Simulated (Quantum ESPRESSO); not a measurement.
# Strain shift and splitting of the zone-centre optical modes of zinc-blende AlN under biaxial strain, LDA linear response

Stretching a cubic crystal equally along two axes should soften its optical phonons, yet in zinc-blende AlN one of the three modes softens about three times as fast as the other two. The shifts let Raman lines report the strain in a nitride film, where strain affects band edges, polarisation and cracking, and the difference between them gives a splitting that can be read without an unstrained reference. We calculate the zone-centre modes of zinc-blende AlN, a structure that is not the one found at ambient conditions, with LDA linear response. Strain is measured from the relaxed cubic cell, tension positive, and the cell is free of stress along z. The frequencies are harmonic, for a static lattice, and omit the macroscopic field that raises longitudinal modes. We seek the shift of each mode per per cent of strain.

## Set-up

One crystal, AlN (zinc-blende) (from the Materials Project, whose computed structures hold known and hypothetical phases; not the structure at ambient conditions), relaxed once; z is the cube axis [001]. The cell was strained equally along x and y, with the z edge set so that the stress along z vanishes. Forces on the atoms are under 0.01 eV/Å in every row. Program: Quantum ESPRESSO 7.5, plane waves, LDA, PseudoDojo norm-conserving potentials, scalar-relativistic, no spin-orbit coupling, no spin; linear response. Plane-wave runs: cutoff 1252 eV; k meshes with a least product of divisions and cell-vector length from 23 to 25 Å; fixed occupations. The tabled runs alone: cutoff 1252 eV, k length 24 to 25 Å, k mesh 8×8×8. Members of the series left out: +2 % (no converged response run), +3 % (no converged response run).

Notes on method and selection:

- Harmonic values at the static lattice; measured values carry thermal expansion and anharmonic shifts at their temperature.
- For a cubic two-atom crystal the shifts follow the phonon deformation potentials p and q: singlet Δω = [p·ε_zz + q·(ε_xx + ε_yy)]/(2ω₀), doublet Δω = [p·ε_xx + q·(ε_yy + ε_zz)]/(2ω₀).
- In a polar crystal the macroscopic field, left out here, lifts whichever component is longitudinal for the scattering geometry, at rest by 236.9 cm⁻¹.
- Runs that did not converge, have known faults or may not be shown are not listed, and runs on Ansatz's PAW sets soft_1 and soft_2 are kept to separate tables.

Columns:

- biaxial strain (%): equal strain along x and y; tension positive.
- strain along z (%): strain along z that goes with it.
- stress (GPa): stress along x, tension positive.
- singlet mode (cm⁻¹): zone-centre optical mode, singlet, polarised along z; no LO-TO term, no sum rule.
- doublet mode (cm⁻¹): zone-centre optical mode, doublet, polarised in the x-y plane; no LO-TO term, no sum rule.
- splitting (cm⁻¹): singlet minus doublet.

Input lines of one member:

```
phonons
&INPUTPH
  prefix = 'x'
  outdir = './tmp'
  fildyn = 's.dyn'
  tr2_ph = 1.0d-18
  epsil  = .true.
/
0.000000000000 0.000000000000 0.000000000000
```

Command (options for logging and memory left out): `OMP_NUM_THREADS=1 mpirun -n 4 ph.x -nk 4 -in ph.in > ph.out`

## The series

| member | biaxial strain (%) | strain along z (%) | stress (GPa) | singlet mode (cm⁻¹) | doublet mode (cm⁻¹) | splitting (cm⁻¹) |
| --- | --- | --- | --- | --- | --- | --- |
| −3.0 % | −3 | 3.05 | −9.90 | 717.04 | 684.51 | 32.53 |
| −2.0 % | −2 | 2.08 | −6.30 | 700.96 | 679.60 | 21.36 |
| −1.0 % | −1 | 1.07 | −3.01 | 685.13 | 674.59 | 10.54 |
| +0.0 % | 0 | ? | ? | ? | ? | ? |
| +1.0 % | 1 | −1.12 | 2.72 | 653.94 | 664.18 | −10.24 |

Cells marked ? are withheld until the estimate has been made.

Least-squares fits to the members shown, with x = biaxial strain (%); R² and errors in the fitted variable (y, or ln y where the fit is in ln y):

| y | members | fit | R² | rms residual | leave-one-out rms | the same for the mean of the others |
| --- | --- | --- | --- | --- | --- | --- |
| singlet mode (cm⁻¹) | 4 | y = 669.57 − 15.759 x | 1.00 | 0.17 | 0.48 | 31 |
| doublet mode (cm⁻¹) | 4 | y = 669.36 − 5.0903 x | 1.00 | 0.11 | 0.31 | 10 |

## The trend and its physics

Both modes fall as the strain goes from compression to tension. Between −1 % and +1 % the singlet, polarised along z, changes by (653.94 − 685.13) / 2 = −15.60 cm⁻¹ per per cent, and the doublet, polarised in the plane, by (664.18 − 674.59) / 2 = −5.21 cm⁻¹ per per cent. The splitting, singlet minus doublet, therefore changes by (−10.24 − 10.54) / 2 = −10.39 cm⁻¹ per per cent.

Two effects act together. In-plane tension increases the volume, because the contraction along z makes up for only about half of the in-plane expansion; the bonds lengthen and all three modes soften. The strain also tilts the four equivalent bonds towards the plane. Stretching these bonds then resists motion along z less and motion in the plane more, so the singlet falls further while the doublet recovers part of its loss.

The tilt can be sized with a model that keeps only bond stretching. There the squared frequency of a mode is proportional to the squared direction cosine of the bonds along its polarisation, which scales as the squared cell edge in that direction, so the relative splitting in frequency is $\varepsilon_{zz}-\varepsilon_{xx}$. Between −1 % and +1 % the strain along z changes by (−1.12 − 1.07) / 2 = −1.095 % per per cent, so the relative splitting is −1.095 − 1 = −2.095 %, or −2.095 × 670 / 100 = −14.0 cm⁻¹, per per cent of biaxial strain. The sign agrees with the calculation and the size is about a third too large; bond-bending and long-range Coulomb forces, absent from the model, are possible reasons.

The response is slightly curved. From −3 % to −2 % the singlet slope is −16.08 cm⁻¹ per per cent, steeper than around zero strain, whereas the doublet slope there is −4.91, shallower. A single linear coefficient for the singlet is thus good to about 3 % over this range.

For a Raman measurement the scattering geometry matters. Backscattering from a (001) face shows the longitudinal line, whose field term may itself change with strain, so the singlet slope given here should not be applied to that line unchanged.

## Prediction

Plain estimates from the members shown:

- +0.0 %, fit at x = 0: 669.57 cm⁻¹
- +0.0 %, straight-line interpolation between −1.0 % and +1.0 %: w = (0 − (−1)) / (1 − (−1)) = 0.500, so 685.13 + 0.500 × (653.94 − 685.13) = 669.54 cm⁻¹

At zero strain the crystal is cubic and the singlet and doublet must coincide, so the doublet column provides a check on any estimate for the singlet. The straight-line interpolation, 669.54 cm⁻¹, ignores the curvature. Since the singlet slope becomes less negative towards tension, the curve lies below its chord and the estimate should come down slightly.

We use the parabola through the three nearest members, at −2, −1 and +1 %. At zero strain it gives

$$\omega(0)=\omega(-1)+\frac{\omega(+1)-\omega(-2)}{3}.$$

For the singlet this is 685.13 + (653.94 − 700.96) / 3 = 669.46 cm⁻¹, which is 0.08 below the straight line. The same formula applied to the doublet gives 674.59 + (664.18 − 679.60) / 3 = 669.45 cm⁻¹. The two columns thus meet to within 0.01 cm⁻¹, as cubic symmetry requires.

As a test on a shown member, a parabola through the singlet at −3, −2 and +1 % predicts the value at −1 %: −0.5 × 717.04 + 4 × 700.96 / 3 + 653.94 / 6 = 685.08 cm⁻¹, against 685.13 calculated. We take this miss of 0.05 cm⁻¹ as the standard error. It describes the interpolation within this series of calculations, not the distance from a measured frequency.

**Committed estimate, +0.0 %: singlet mode = 669.46 ± 0.05 cm⁻¹.**

## The withheld result

| member | biaxial strain (%) | strain along z (%) | stress (GPa) | singlet mode (cm⁻¹) | doublet mode (cm⁻¹) | splitting (cm⁻¹) |
| --- | --- | --- | --- | --- | --- | --- |
| +0.0 % | 0 | 0.00 | −0.02 | 669.49 | 669.49 | 0.00 |

| member | estimate | singlet mode (cm⁻¹) | computed | estimate − computed | miss in error bars |
| --- | --- | --- | --- | --- | --- |
| +0.0 % | committed | 669.46 | 669.49 | −0.03 | 0.6 |
| +0.0 % | fit | 669.57 | 669.49 | +0.08 |  |
| +0.0 % | interpolation | 669.54 | 669.49 | +0.05 |  |

The computed value is 669.49 cm⁻¹. Our estimate is 0.03 too low, inside its error bar of 0.05, and closer than the straight-line interpolation (0.05 too high) or the fit (0.08 too high). The curvature argument held: the singlet does lie below its chord, though by 0.05 rather than the 0.08 we allowed. The agreement of the two columns to 0.01 was less telling than it looked, since both parabolas came out low by 0.03 to 0.04.

The vanishing splitting is required by cubic symmetry and so doesn't test the bond-tilt picture. The slopes on either side of zero say more. The mean slopes between −1 % and +1 %, put into the two deformation-potential formulas with a strain along z of about −1.1 % per per cent and solved for p and q, give $p/2\omega_0$ of about −6.3 and $q/2\omega_0$ of about −11 cm⁻¹ per per cent. Stretching the crystal across the direction of vibration thus softens a mode more than stretching along it, as expected when the bonds tilt away from that direction.

## Exceptions

Least-squares fits to the whole series, with x = biaxial strain (%); R² and errors in the fitted variable (y, or ln y where the fit is in ln y):

| y | members | fit | R² | rms residual | leave-one-out rms | the same for the mean of the others |
| --- | --- | --- | --- | --- | --- | --- |
| singlet mode (cm⁻¹) | 5 | y = 669.55 − 15.767 x | 1.00 | 0.15 | 0.31 | 28 |
| doublet mode (cm⁻¹) | 5 | y = 669.4 − 5.077 x | 1.00 | 0.11 | 0.22 | 9.0 |

Largest departures from the fit to the whole series:

| member | singlet mode (cm⁻¹) | fit | computed − fit | in rms residuals |
| --- | --- | --- | --- | --- |
| −3.0 % | 717.04 | 716.85 | +0.19 | 1.2 |
| −1.0 % | 685.13 | 685.32 | −0.19 | 1.2 |
| +1.0 % | 653.94 | 653.78 | +0.16 | 1.0 |
| −2.0 % | 700.96 | 701.08 | −0.12 | 0.8 |

None stands out: the largest departures from the line, at −3 % and −1 %, are 0.19 cm⁻¹, or 1.2 rms residuals. Their signs, positive at both ends of the series and negative between, are those of a slightly curved response fitted by a straight line. The singlet slope accordingly weakens from −16.08 cm⁻¹ per per cent between −3 and −2 % to −15.55 between 0 and +1 %.

## Summary

Around zero strain the singlet shifts by −15.6 and the doublet by −5.2 cm⁻¹ per per cent of biaxial strain, so the splitting changes by −15.6 − (−5.2) = −10.4 cm⁻¹ per per cent. Between −3 and +1 %, a straight line gives a left-out singlet frequency to about 0.3 cm⁻¹.

For use in practice, a splitting of +5 cm⁻¹ means 5 / (−10.39) = −0.48 % strain, a compression. The stress changes by (2.72 + 3.01) / 2 = 2.87 GPa per per cent, which makes this about −1.4 GPa. At −3 % the same linear rule would read 32.53 / (−10.39) = −3.13 %, an error of 0.13 % in strain.

The omitted macroscopic field outweighs the whole spread of the table: it raises a longitudinal mode by 236.9 cm⁻¹ at rest. The calibration therefore applies to a pair of lines that are both transverse.

[Logs are printed without paths, hosts, clocks, repeated set-up lines and the standing remarks that a program may print on its own settings, such as how far it seeks lower states.]
